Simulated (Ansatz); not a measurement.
## Strength of the N–Ga bond: C4H12GaN → C3H8N + GaH(CH3)

Species: C4H12GaN `CC[N](C)[GaH][CH3]`, singlet; C3H8N `CC[N]C`, doublet; GaH(CH3), doublet. 

Shapes, held fixed at every level: PBE0-D4/def2-TZVP. Flexible molecules stand in one conformer, not always the lowest. Programs: Ansatz 0.2.0. Electronic energies: no zero-point or thermal term.

```csv
level,kind,ΔE (kJ/mol)
HF/def2-SVP,Hartree–Fock,+234.0
BHLYP-D4/def2-TZVPP,global hybrid,+330.3
PBE0-D4/def2-TZVPP,global hybrid,+340.8
r2SCAN0-D4/def2-TZVPP,global hybrid,+327.0
wB97X-V/def2-TZVPP,range-separated hybrid,+355.0
CCSD/def2-SVP,coupled cluster or CI,+350.7
MP2/def2-TZVPP,perturbation theory,+397.4
```

MP2/def2-TZVPP gives ΔE = +397.4 kJ/mol; the levels span +234.0 to +397.4. The median of the levels is +340.8. Hartree–Fock misses the correlation of the pair that is broken and comes out low. No measured value is set beside it here. Open shells run unrestricted unless RO is named. Relativity is left out for Ga unless named. Correlated rows may include outer-core shells of Ga, which these sets cover unevenly.

The N–Ga bond is strong towards homolysis: the four hybrids place it between +327.0 and +355.0 kJ/mol, and CCSD falls within that range. Much of this strength comes from the large electronegativity difference between nitrogen and gallium, which gives the σ bond considerable ionic character. Donation from the nitrogen lone pair into the formally empty 4p orbital of three-coordinate gallium can add a modest π component. Homolysis forfeits both contributions, returning an electron to the electropositive metal and leaving an aminyl and a gallium-centred radical.

The hybrid values do not follow the fraction of exact exchange, since r2SCAN0 lies below BHLYP. MP2 stands well above every other level, probably because second-order theory overestimates the pair correlation lost on cleavage, so its value is better not taken as the reference. A large homolytic energy does not imply chemical inertness: the same polarity opens amidogallanes to protonolysis and to association through nitrogen bridges, pathways that avoid free radicals altogether.
